# Appendix A. Gauss–Hermite quadrature for overlap and moment integrals over Cartesian Gaussians

## A.1 Definitions and premises

Lengths are in bohr and exponents in bohr$^{-2}$. An unnormalised primitive Cartesian Gaussian with exponent $a>0$ on centre $\mathbf A$ is

$$G_{ikm}(\mathbf r;a,\mathbf A)=x_A^{\,i}\,y_A^{\,k}\,z_A^{\,m}\,e^{-a r_A^2},\qquad x_A=x-A_x,$$

with non-negative integers $i,k,m$ and $r_A^2=x_A^2+y_A^2+z_A^2$. A second primitive $G_{jln}(\mathbf r;b,\mathbf B)$ has $b>0$. The operator is the Cartesian monomial $x_C^{\,e}y_C^{\,f}z_C^{\,g}$ about an origin $\mathbf C$; charge factors are left out, and $e=f=g=0$ gives the overlap. Displacements are written $X_{AB}=A_x-B_x$, $X_{PA}=P_x-A_x$, and so on.

Since $e^{-ar_A^2}=e^{-ax_A^2}e^{-ay_A^2}e^{-az_A^2}$, the integrand is a product of functions of $x$, $y$ and $z$, each absolutely integrable, and the integral factorises:

$$\langle G_{ikm}|x_C^ey_C^fz_C^g|G_{jln}\rangle=S_{ij}^{e}\,S_{kl}^{f}\,S_{mn}^{g},\qquad S_{ij}^{e}=\int_{-\infty}^{\infty}x_A^{\,i}x_B^{\,j}x_C^{\,e}\,e^{-ax_A^2-bx_B^2}\,dx, \tag{A1}$$

where the second and third factors are the same integral in $y$ and $z$. The result to be proved is

$$S_{ij}^{e}=\frac{e^{-\mu X_{AB}^2}}{\sqrt p}\sum_{\kappa=1}^{N}w_\kappa\left(\frac{u_\kappa}{\sqrt p}+X_{PA}\right)^{i}\left(\frac{u_\kappa}{\sqrt p}+X_{PB}\right)^{j}\left(\frac{u_\kappa}{\sqrt p}+X_{PC}\right)^{e} \tag{A2}$$

for every $N$ with $2N-1\ge L\equiv i+j+e$. Here $u_\kappa$ are the zeros of the Hermite polynomial $H_N$ that belongs to the weight $e^{-u^2}$, the $w_\kappa$ are the weights of Eq. (A7), which sum to $\sqrt\pi$, and $p$, $\mu$, $P_x$ are defined next. The only integral taken as known is $\int_{-\infty}^{\infty}e^{-u^2}du=\sqrt\pi$.

## A.2 Reduction to the weight $e^{-u^2}$

Let $p=a+b$, $\mu=ab/p$ and $P_x=(aA_x+bB_x)/p$. Then $X_{PA}=-(b/p)X_{AB}$ and $X_{PB}=(a/p)X_{AB}$, so that $aX_{PA}+bX_{PB}=0$. With $t=x-P_x$ one has $x_A=t+X_{PA}$, $x_B=t+X_{PB}$, $x_C=t+X_{PC}$, and

$$ax_A^2+bx_B^2=pt^2+2t\,(aX_{PA}+bX_{PB})+aX_{PA}^2+bX_{PB}^2=pt^2+\mu X_{AB}^2 .$$

The term linear in $t$ vanishes, and the constant is $(ab^2+ba^2)X_{AB}^2/p^2=\mu X_{AB}^2$. This is the Gaussian product rule. The substitution $t=u/\sqrt p$, $dx=du/\sqrt p$, turns Eq. (A1) into

$$S_{ij}^{e}=\frac{e^{-\mu X_{AB}^2}}{\sqrt p}\int_{-\infty}^{\infty}f(u)\,e^{-u^2}du,\qquad f(u)=\left(\frac{u}{\sqrt p}+X_{PA}\right)^{i}\left(\frac{u}{\sqrt p}+X_{PB}\right)^{j}\left(\frac{u}{\sqrt p}+X_{PC}\right)^{e}. \tag{A3}$$

The function $f$ is a polynomial of degree exactly $L$ with leading coefficient $p^{-L/2}$. It remains to construct a rule with $N$ points that integrates every polynomial of degree $2N-1$ or less against $e^{-u^2}$ without remainder.

## A.3 Hermite polynomials

Define $H_n$ by the generating function

$$e^{2us-s^2}=\sum_{n=0}^{\infty}H_n(u)\frac{s^n}{n!}.$$

Five properties follow.

**(i) Derivative.** Differentiation in $u$ multiplies the left side by $2s$; comparing powers of $s$ gives $H_n'=2nH_{n-1}$.

**(ii) Degree.** $H_0=1$. If $H_{n-1}$ has degree $n-1$ and leading coefficient $2^{n-1}$, property (i) gives $H_n$ degree $n$ and leading coefficient $2n\,2^{n-1}/n=2^n$.

**(iii) Parity.** The generating function is unchanged under $u\to-u$, $s\to-s$, so $H_n(-u)=(-1)^nH_n(u)$.

**(iv) Orthogonality.** The left side equals $e^{u^2}e^{-(u-s)^2}$, and $\partial_s=-\partial_u$ on the second factor. The Taylor coefficients at $s=0$ give the Rodrigues formula $H_ne^{-u^2}=(-1)^n\,d^ne^{-u^2}/du^n$. For any polynomial $q$, $n$ integrations by parts move all derivatives onto $q$. Each boundary term is a polynomial times $e^{-u^2}$ and vanishes, and the two factors $(-1)^n$ cancel:

$$\int_{-\infty}^{\infty}H_n\,q\,e^{-u^2}du=\int_{-\infty}^{\infty}q^{(n)}e^{-u^2}du. \tag{A4}$$

The right side is zero when $\deg q<n$. For $q=H_n$, property (ii) gives $q^{(n)}=2^nn!$, and therefore

$$\int_{-\infty}^{\infty}H_n^2\,e^{-u^2}du=2^n\,n!\sqrt\pi. \tag{A5}$$

**(v) Zeros.** $H_N$ has $N$ real simple zeros. Let $y_1,\dots,y_M$ be the real points at which $H_N$ changes sign, and $q=\prod_{\lambda=1}^{M}(u-y_\lambda)$, with $q=1$ if there are none. The product $H_Nq$ does not change sign and is not identically zero, so its integral against $e^{-u^2}$ is non-zero. By Eq. (A4) this requires $M\ge N$. A polynomial of degree $N$ has at most $N$ zeros counted with multiplicity, so $M=N$ and each zero is simple. By (iii) the zeros lie symmetrically about the origin.

## A.4 The Gauss rule

Take the zeros $u_1,\dots,u_N$ of $H_N$ as nodes and define the Lagrange polynomials and the weights

$$\ell_\kappa(u)=\frac{H_N(u)}{(u-u_\kappa)H_N'(u_\kappa)},\qquad w_\kappa=\int_{-\infty}^{\infty}\ell_\kappa\,e^{-u^2}du .$$

Each $\ell_\kappa$ has degree $N-1$ and satisfies $\ell_\kappa(u_\lambda)=\delta_{\kappa\lambda}$; the denominator is non-zero because the zeros are simple.

*Degree up to $N-1$.* If $\deg r\le N-1$, the polynomial $r-\sum_\kappa r(u_\kappa)\ell_\kappa$ has degree at most $N-1$ and $N$ zeros, so it vanishes identically. Integration gives $\int re^{-u^2}du=\sum_\kappa w_\kappa r(u_\kappa)$.

*Degree up to $2N-1$.* If $\deg f\le2N-1$, polynomial division gives $f=qH_N+r$ with $\deg q\le N-1$ and $\deg r\le N-1$. The term $qH_N$ contributes nothing to the integral, by Eq. (A4), and nothing at the nodes, where $H_N=0$ and $f(u_\kappa)=r(u_\kappa)$. Hence

$$\int_{-\infty}^{\infty}f\,e^{-u^2}du=\int_{-\infty}^{\infty}r\,e^{-u^2}du=\sum_{\kappa}w_\kappa r(u_\kappa)=\sum_{\kappa=1}^{N}w_\kappa f(u_\kappa). \tag{A6}$$

*Closed form of the weights.* Apply Eq. (A6) to $\ell_\kappa H_{N-1}$, of degree $2N-2$. The sum is $w_\kappa H_{N-1}(u_\kappa)$. For the integral, the leading coefficient of $\ell_\kappa$ is $2^N/H_N'(u_\kappa)$, so $\ell_\kappa=[2/H_N'(u_\kappa)]H_{N-1}$ plus a polynomial of lower degree, which is orthogonal to $H_{N-1}$. Equation (A5) gives the integral as $2^{N}(N-1)!\sqrt\pi/H_N'(u_\kappa)$. With $H_N'=2NH_{N-1}$,

$$w_\kappa=\frac{2^{N-1}N!\sqrt\pi}{N^2\,H_{N-1}(u_\kappa)^2}. \tag{A7}$$

The weights are positive, they are equal for $\pm u_\kappa$ by (iii), and they sum to $\sqrt\pi$ by Eq. (A6) with $f=1$.

Inserting Eq. (A6) into Eq. (A3) proves Eq. (A2) for $L\le2N-1$. The smallest admissible number of nodes is

$$N_{\min}=\lfloor L/2\rfloor+1. \tag{A8}$$

The nodes and weights are pure numbers that depend on $N$ alone. The exponents and the geometry enter through the prefactor, the scale $p^{-1/2}$ and the three shifts.

## A.5 Remainder when the condition fails

It is convenient to divide by $S_{00}^{0}=\sqrt{\pi/p}\;e^{-\mu X_{AB}^2}$ and to write $s_{ij}^{e}=S_{ij}^{e}/S_{00}^{0}$ and $v=1/(2p)$; the superscript is dropped for $e=0$. The reduced integral is the average of $x_A^ix_B^jx_C^e$ over the normalised distribution $\sqrt{p/\pi}\,e^{-pt^2}$. Odd moments of $t$ vanish, and $m$-fold differentiation of $\int e^{-pt^2}dt=\sqrt{\pi/p}$ with respect to $p$ gives

$$\langle t^{2m}\rangle=(2m-1)!!\;v^{m}. \tag{A9}$$

Let $s_{ij}^{e}[N]$ be the value that Eq. (A2) returns with $N$ nodes.

*Case $L=2N$.* The monic polynomial $h_N=H_N/2^N$ has $\int h_N^2e^{-u^2}du=N!\sqrt\pi/2^N$ by Eq. (A5) and vanishes at every node. The difference $f-p^{-N}h_N^2$ has degree at most $2N-1$ and is integrated exactly. The rule therefore misses just the integral of $p^{-N}h_N^2$:

$$s_{ij}^{e}-s_{ij}^{e}[N]=N!\,v^{N}\qquad(L=2N). \tag{A10}$$

This remainder is positive and independent of the geometry, so at $L=2N$ the sum is always too low. No other choice of $N$ real nodes and weights integrates all polynomials of degree $2N$, because $\prod_\kappa(u-u_\kappa)^2$ has a positive integral and a vanishing sum for any nodes.

*Case $L=2N+1$.* The monomial $t^{2N+1}$ is odd; its integral is zero, and its sum is zero by the symmetry of nodes and weights. The coefficient of $t^{2N}$ in $x_A^ix_B^jx_C^e$ is $iX_{PA}+jX_{PB}+eX_{PC}$, and this monomial carries the remainder of Eq. (A10):

$$s_{ij}^{e}-s_{ij}^{e}[N]=N!\,v^{N}\,(iX_{PA}+jX_{PB}+eX_{PC})\qquad(L=2N+1). \tag{A11}$$

One node fewer than $N_{\min}$ thus fails always for even $L$, and for odd $L$ it fails unless the bracket vanishes, as it does when all three centres share the coordinate in question.

## A.6 Shells, solid harmonics and contraction

For shells of angular momentum $l_a$ and $l_b$ and a multipole of total order $l_c$, the degree in any one direction is at most $l_a+l_b+l_c$, and this value occurs when all powers lie along one axis. A single rule with $N=\lfloor(l_a+l_b+l_c)/2\rfloor+1$ serves the whole shell pair. Real solid harmonics are fixed linear combinations of Cartesian monomials of total degree $l$, and contracted functions are fixed linear combinations of primitives. Exactness carries over to both by linearity. The abscissae $P_x+u_\kappa/\sqrt p$ differ from one primitive pair to the next, so the sum over nodes is carried out inside the sum over primitives.

For two d shells, $l_a+l_b=4$. Three nodes are needed for the overlap, they also cover the dipole integrals ($L\le5$), and second moments ($L\le6$) need four. The generating function gives $H_2=4u^2-2$ and $H_3=8u^3-12u$, so for $N=3$

$$u=0,\ \pm\sqrt{3/2}=\pm1.224745,\qquad w_0=\tfrac23\sqrt\pi=1.181636,\qquad w_\pm=\tfrac16\sqrt\pi=0.295409,$$

from Eq. (A7) with $H_2(0)=-2$ and $H_2(\pm\sqrt{3/2})=4$. The reduced integrals are then

$$s_{ij}^{e}[3]=\tfrac23\phi(0)+\tfrac16\left[\phi(\tau)+\phi(-\tau)\right],\qquad\tau=\sqrt{3v},\qquad\phi(t)=x_A^ix_B^jx_C^e. \tag{A12}$$

This rule gives $\langle t^2\rangle=v$ and $\langle t^4\rangle=3v^2$, as in Eq. (A9), and $9v^3$ for the sixth moment in place of $15v^3$, which is the deficit $6v^3$ of Eq. (A10).

## A.7 Range of validity

1. Equation (A2) is an identity, free of truncation error, for primitives with $a,b>0$, arbitrary centres and $2N-1\ge i+j+e$ in each Cartesian direction separately. More nodes than $N_{\min}$ return the same value.

2. The operator must leave the integrand a polynomial times the product Gaussian. Derivatives do so and raise the degree. From
$$\frac{d^2}{dx^2}\,x_B^je^{-bx_B^2}=\left[j(j-1)x_B^{j-2}-2b(2j+1)x_B^{j}+4b^2x_B^{j+2}\right]e^{-bx_B^2},$$
the kinetic-energy integral has $L=i+j+2$, and d–d shells need four nodes. Each first derivative with respect to a nuclear coordinate adds one to $L$. With too few nodes, forms related by partial integration cease to agree: the leading coefficient that multiplies Eq. (A10) is $-2b^2$ for $-\tfrac12\langle G_i|G_j''\rangle$ and $+2ab$ for $\tfrac12\langle G_i'|G_j'\rangle$, where $G_i$ and $G_j$ are the one-dimensional factors.

3. The Coulomb operator is neither separable nor polynomial, and Eq. (A2) does not apply to it directly. In $r_C^{-1}=(2/\sqrt\pi)\int_0^\infty e^{-s^2r_C^2}ds$ the spatial integral at fixed $s$ is again a polynomial times one Gaussian, of exponent $p+s^2$, for which the Hermite rule is exact. The substitution $\eta^2=s^2/(p+s^2)$ turns the remaining integral into one over $0\le\eta\le1$ of a polynomial in $\eta^2$ times $e^{-pR_{PC}^2\eta^2}$, with $R_{PC}=|\mathbf P-\mathbf C|$. This is a combination of Boys functions $F_n(T)=\int_0^1\eta^{2n}e^{-T\eta^2}d\eta$ and needs orthogonal polynomials for that weight, the Rys polynomials, whose nodes depend on $T=pR_{PC}^2$.

4. Slater-type and numerical orbitals, and radial prefactors with odd powers of $r_A$, fall outside the premises of Section A.1.

5. In finite precision the weights are positive, so the rounding error is of the order of the machine precision times $\sum_\kappa w_\kappa|f(u_\kappa)|$ and a factor that grows modestly with $L$. Relative accuracy is lost only where the terms of the sum, or the Cartesian terms of a solid harmonic, nearly cancel.

## A.8 Illustration: d–d overlap in Cu$_2$

Place Cu atom A at the origin and Cu atom B at $z=R$, with parallel local axes on both atoms. The inputs are $R=4.20$ bohr (2.22 Å), an approximate bond length of Cu$_2$, and one d primitive on each atom with $a=0.48$ and $b=0.16$ bohr$^{-2}$, illustrative values of the size typical for the outer d primitives of a copper basis. Unequal exponents move $\mathbf P$ off the midpoint and test the shifts. The inputs are treated as exact numbers; the six decimals below display the arithmetic and are no statement about the accuracy of the inputs.

The pair quantities are $p=0.64$, $\mu=0.12$, $v=0.78125$ bohr$^2$, $Z_{PA}=bR/p=1.05$, $Z_{PB}=-aR/p=-3.15$, $\mu R^2=2.1168$ and $e^{-\mu R^2}=0.120416$. Moments are taken about the bond midpoint $C_z=R/2$, so $Z_{PC}=-1.05$. The scaled node is $\tau=1.530931$ bohr.

**Along the bond.**

| $t$ | $w/\sqrt\pi$ | $z_A$ | $z_B$ | $z_A^2z_B^2$ | $z_A^2z_B^2z_C$ | $z_A^2z_B^2z_C^2$ |
|---|---|---|---|---|---|---|
| $-1.530931$ | $1/6$ | $-0.480931$ | $-4.680931$ | $5.067925$ | $-13.079966$ | $33.758490$ |
| $0$ | $2/3$ | $1.05$ | $-3.15$ | $10.939556$ | $-11.486534$ | $12.060861$ |
| $1.530931$ | $1/6$ | $2.580931$ | $-1.619069$ | $17.461578$ | $8.397816$ | $4.038771$ |
| weighted sum | | | | $11.047955$ | $-8.438048$ | $14.340117$ |

Expansion of $(t+Z_{PA})^2(t+Z_{PB})^2$ with Eq. (A9) gives independently

$$s_{22}=3v^2+v\,(Z_{PA}^2+Z_{PB}^2+4Z_{PA}Z_{PB})+Z_{PA}^2Z_{PB}^2=1.831055-1.722656+10.939556,$$

which is the tabulated $11.047955$ bohr$^4$. With $S_{00}^0=0.266791$ bohr, the unreduced factor is $S_{22}^0=2.947490$ bohr$^5$. The dipole entry, $s_{22}^1=-8.438048$ bohr$^5$, has $L=5$ and is also exact. The second moment has $L=6$: Eq. (A9) gives $s_{22}^2=17.201140$ bohr$^6$, and the three-node sum is lower by $3!\,v^3=2.861023$ bohr$^6$, or 16.6 %, as Eq. (A10) requires. The lower factors are $s_{11}=v+Z_{PA}Z_{PB}=-2.52625$, $s_{20}=v+Z_{PA}^2=1.88375$ and $s_{02}=v+Z_{PB}^2=10.70375$ bohr$^2$.

**Across the bond.** In $x$ and $y$ all shifts vanish, so $s_{11}=s_{20}=s_{02}=v$, $s_{22}=3v^2$, and factors with odd $i+j$ are zero.

**Normalisation.** The self-overlap of a primitive is the case $b=a$, $\mathbf B=\mathbf A$, with $p=2a$ and $v_a=1/(4a)$. For $xy$ or $xz$ it equals $(\pi/2a)^{3/2}v_a^2$, so $\mathcal N_a=4a\,(2a/\pi)^{3/4}$. For $x^2-y^2$ the average of the square is $(3+3-2)v_a^2=4v_a^2$, and for $2z^2-x^2-y^2$ it is $(12+3+3-4-4+2)v_a^2=12v_a^2$; the constants are $\mathcal N_a/2$ and $\mathcal N_a/\sqrt{12}$. The factor common to all d–d overlaps is

$$\Lambda=\mathcal N_a\mathcal N_b\left(\frac{\pi}{p}\right)^{3/2}e^{-\mu R^2}=16ab\left(\frac{2\sqrt{ab}}{p}\right)^{3/2}e^{-\mu R^2}=1.2288\times0.805927\times0.120416=0.119251\ \text{bohr}^{-4}.$$

**The three overlaps.** Below, $s_{ij}$ denotes the factors along $z$. For the $\delta$ pair ($xy$ with $xy$), $S_\delta=\Lambda v^2$ with $v^2=0.610352$. For the $\pi$ pair ($xz$ with $xz$), $S_\pi=\Lambda vs_{11}$. For the $\sigma$ pair, with $\rho^2=x^2+y^2$, $\langle\rho^2\rangle=2v$ and $\langle\rho^4\rangle=3v^2+3v^2+2v^2=8v^2$,

$$S_\sigma=\frac{\Lambda}{12}\left\langle(2z_A^2-\rho^2)(2z_B^2-\rho^2)\right\rangle=\frac{\Lambda}{12}\left[4s_{22}-4v(s_{20}+s_{02})+8v^2\right]=\frac{\Lambda}{12}\times9.738694 .$$

Insertion of the expressions for $s_{22}$, $s_{20}$ and $s_{02}$ cancels the terms in $Z_{PA}^2+Z_{PB}^2$ and leaves $12v^2+16vZ_{PA}Z_{PB}+4Z_{PA}^2Z_{PB}^2$ in the bracket. Since $Z_{PA}Z_{PB}/v=-2\mu R^2\equiv-\theta$, with $\theta=4.2336$,

$$S_\delta=\left(\frac{2\sqrt{ab}}{p}\right)^{7/2}e^{-\mu R^2},\qquad S_\pi=S_\delta\,(1-\theta),\qquad S_\sigma=S_\delta\left(1-\tfrac43\theta+\tfrac13\theta^2\right). \tag{A13}$$

The first form uses $16abv^2=4ab/p^2$. The factors are $1-\theta=-3.2336$ and $1-\tfrac43\theta+\tfrac13\theta^2=1.329656$. At $R=0$ the three overlaps coincide, as rotational symmetry demands, and they equal unity for $a=b$.

**Two nodes.** The rule with $N=2$ has $u=\pm1/\sqrt2$ and $w=\sqrt\pi/2$ and is exact up to $L=3$. Every factor $s_{22}$, in any direction, is then low by $2!\,v^2=1.220703$ bohr$^4$; along the bond it drops to $9.827252$. The bracket of $S_\sigma$ contains $s_{22}$ four times along $z$ and once each along $x$ and $y$, so it loses $12v^2$, and $S_\sigma[2]=S_\sigma-\Lambda v^2=S_\sigma-S_\delta$. The $x^2-y^2$ overlap is $(\Lambda/4)(3v^2+3v^2-2v^2)=S_\delta$ with three nodes and $(\Lambda/4)(v^2+v^2-2v^2)=0$ with two. The $xy$ and $xz$ pairs have $L\le2$ in each direction and are unaffected.

| pair | largest $L$ | three nodes (exact) | two nodes |
|---|---|---|---|
| $\sigma$: $2z^2-x^2-y^2$ | 4 | $0.096779$ | $0.023994$ |
| $\pi$: $xz$ | 2 | $-0.235358$ | $-0.235358$ |
| $\delta$: $xy$ | 2 | $0.072785$ | $0.072785$ |
| $\delta$: $x^2-y^2$ | 4 | $0.072785$ | $0$ |

With one node too few the $\sigma$ overlap falls to 0.248 of its value, and the two $\delta$ components, which the cylindrical symmetry of the molecule makes equal, are split. These numbers are overlaps of single normalised primitives. A contracted 3d function of copper also contains tighter primitives, whose two-centre contributions are suppressed by the prefactor: for $a=b=1.5$ bohr$^{-2}$ at the same distance, $\mu R^2=13.23$ and $e^{-\mu R^2}=1.8\times10^{-6}$. The three nodes and weights of Eq. (A12) serve each such primitive pair, rescaled by its own $p$ and centred on its own $\mathbf P$.